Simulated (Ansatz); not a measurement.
## Abstraction of H: C2H6S2 + GeH(CH3)2 → C2H5S2 + GeH2(CH3)2

Species: C2H6S2 `CSSC`, singlet; GeH(CH3)2, doublet; C2H5S2 `[CH2]SSC`, doublet; GeH2(CH3)2, singlet. A radical takes H: the energy is the difference in strength between the C–H bond broken and the Ge–H bond made.

Shapes, held fixed at every level: PBE0-D4/def2-TZVP. Flexible molecules stand in one conformer, not always the lowest. Programs: Ansatz 0.2.0. The zero-point and thermal change to 298 K, harmonic and unscaled (PBE0-D4/def2-TZVP), is -12.7 kJ/mol.

```json
{"level": "HF/def2-TZVPP", "kind": "Hartree–Fock", "ΔH(298 K) (kJ/mol)": "+28.1", "less CCSD(T)/def2-TZVPP": "-6.2"}
{"level": "PBE-D4/def2-TZVPP", "kind": "GGA", "ΔH(298 K) (kJ/mol)": "+37.3", "less CCSD(T)/def2-TZVPP": "+3.0"}
{"level": "wB97M-V/def2-TZVPP", "kind": "range-separated hybrid", "ΔH(298 K) (kJ/mol)": "+39.8", "less CCSD(T)/def2-TZVPP": "+5.5"}
{"level": "wB97X-V/def2-TZVPP", "kind": "range-separated hybrid", "ΔH(298 K) (kJ/mol)": "+32.3", "less CCSD(T)/def2-TZVPP": "-2.0"}
{"level": "B2PLYP/def2-TZVPP", "kind": "double hybrid", "ΔH(298 K) (kJ/mol)": "+35.3", "less CCSD(T)/def2-TZVPP": "+1.0"}
{"level": "CCSD/def2-SVP", "kind": "coupled cluster or CI", "ΔH(298 K) (kJ/mol)": "+41.0", "less CCSD(T)/def2-TZVPP": "+6.7"}
{"level": "CCSD/def2-TZVPP", "kind": "coupled cluster or CI", "ΔH(298 K) (kJ/mol)": "+33.9", "less CCSD(T)/def2-TZVPP": "-0.4"}
{"level": "CCSD(T)/def2-TZVPP", "kind": "coupled cluster or CI", "ΔH(298 K) (kJ/mol)": "+34.3", "less CCSD(T)/def2-TZVPP": "0.0"}
```

The highest level, CCSD(T)/def2-TZVPP, gives ΔH(298 K) = +34.3 kJ/mol; the levels span +28.1 to +41.0. The column of differences is taken from that level and isn't an error. No measured value is set beside it here. Open shells run unrestricted unless RO is named. Relativity is left out for Ge unless named. Correlated rows may include outer-core shells of Ge, which these sets cover unevenly.

Hydrogen transfer from dimethyl disulfide to the dimethylgermyl radical is endothermic at every level, by +34.3 kJ/mol at the highest, so the C–H bond broken is stronger than the Ge–H bond made. The diffuse valence orbitals of germanium overlap less well with hydrogen 1s than those of carbon do. Sulfur next to the radical carbon delocalises the unpaired electron and weakens the C–H bond, but not enough to reverse the order. The thermal term of -12.7 kJ/mol favours the products, largely because a stiff C–H stretch gives way to a softer Ge–H one.

Each side has one radical and the same number of electron pairs, so much of the correlation energy cancels and even Hartree–Fock gets the sign right. With coupled cluster, enlarging the basis matters far more than adding triples, which suggests that the remaining uncertainty lies more in the basis than in higher excitations. The energies favour the reverse transfer, from germane to carbon radical, but say nothing of its barrier or of competing germyl attack on the S–S bond.
